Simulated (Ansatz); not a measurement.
Z2 indices of Hf$_{2}$H$_{2}$Pd — Ansatz, plane waves and PAW

Space group I4/mmm (No. 139), 5 atoms in the cell of the first input below: a = 6.452 Å, b = 6.452 Å, c = 6.452 Å, α = 150.91°, β = 150.91°, γ = 41.61°.

The structure comes from the Materials Project database of computed cells (whether it is a measured phase wasn't checked), taken without relaxation; such computed volumes mostly lie a few per cent over measured ones, and more in layered crystals (pressure -5.0 GPa with this functional, without spin–orbit coupling). Functional: PBEsol.

Input:

```yaml
crystal:
  lattice:
    - [-1.6204483912, 1.6204483912, 6.030916456]
    - [1.6204483912, -1.6204483912, 6.030916456]
    - [1.6204483912, 1.6204483912, -6.030916456]
  atoms:
    - { symbol: H, position: [0.75, 0.25, 0.5] }
    - { symbol: H, position: [0.25, 0.75, 0.5] }
    - { symbol: Hf, position: [0.641365, 0.641365, 0.0] }
    - { symbol: Hf, position: [0.358635, 0.358635, 0.0] }
    - { symbol: Pd, position: [0.0, 0.0, 0.0] }
basis:
  ecutwfc: 420
  ecutrho_ratio: 4
kpoints:
  mp_grid: { grid: [8, 8, 8] }
hamiltonian:
  xc: pbesol
scf:
  occupations: { method: gaussian, width: 0.05 }
output:
  forces: true
  stress: true
  eigenvalues: true
  populations: true
  topological_invariants: true
magnetization:
  noncollinear: true
  spin_orbit: true
```

```bash
ansatz run input.yaml --threads 8 --pin off --max-ram 15360MiB --backend cpu --events-out ev --progress --plain --runs-dir out
```

Time: 13 min on 8 threads of Arm Neoverse V2, with other jobs on the host, peak memory 6.3 GiB.

Without spin–orbit coupling the gap on a 12×12×12 mesh is 0.00 eV (the bands touch or overlap there). With it, in a separate run (self-consistent on 12×12×12, bands on 14×14×14), the bands overlap in energy by 1.13 eV, and by 1.25 eV on its self-consistent mesh (an overlap on a mesh is a lower bound, as the extrema may lie between its points). The indices are those of the lowest 72 bands, and their direct separation from the next band is open.

Odd-parity bands among them at the eight time-reversal-invariant momenta (inversion centre at 0.000 0.000 0.000):

```
          k  odd bands
0.0 0.0 0.0         32
0.0 0.0 0.5         34
0.0 0.5 0.0         34
0.0 0.5 0.5         34
0.5 0.0 0.0         34
0.5 0.0 0.5         34
0.5 0.5 0.0         34
0.5 0.5 0.5         34
```

Question: What are the Z2 indices by the rule of Fu and Kane?

Answer: Each Kramers pair counts once, so δ = (−1)^(odd bands / 2): +, −, −, −, −, −, −, −. The product of all eight gives ν0, the products over the planes k_i = 1/2 the weak indices: (1;000). The Wilson-loop planes give (1;000).

Caveats: bands overlap in energy, so the bands counted are not the filled states; the cell shown stands at -5.2 GPa, so it isn't this functional's equilibrium; the k-mesh was not tested.

The strong index comes from Γ, where the band group holds one fewer odd Kramers pair than at each of the other seven invariant momenta. The weak indices vanish because every zone-boundary plane contains four momenta of the same negative sign. The Wilson loops lead to the same result, and no set of localised, time-reversal-symmetric orbitals can reproduce it. Hf₂H₂Pd is thus best described as a metal with a topologically nontrivial band group, not as a topological insulator.

The exchange behind this probably involves dispersive Hf 5d states near the Fermi level, mixed with Pd 4d and H 1s, with the strong spin-orbit coupling of Hf helping to keep the group separate from the next band. The parity counts alone don't identify these orbitals, nor do they show that spin-orbit coupling causes the inversion. The strong index implies surface states linking the two band groups, but with so large an overlap they may largely merge with bulk states as resonances, and their energy relative to the Fermi level remains undetermined.
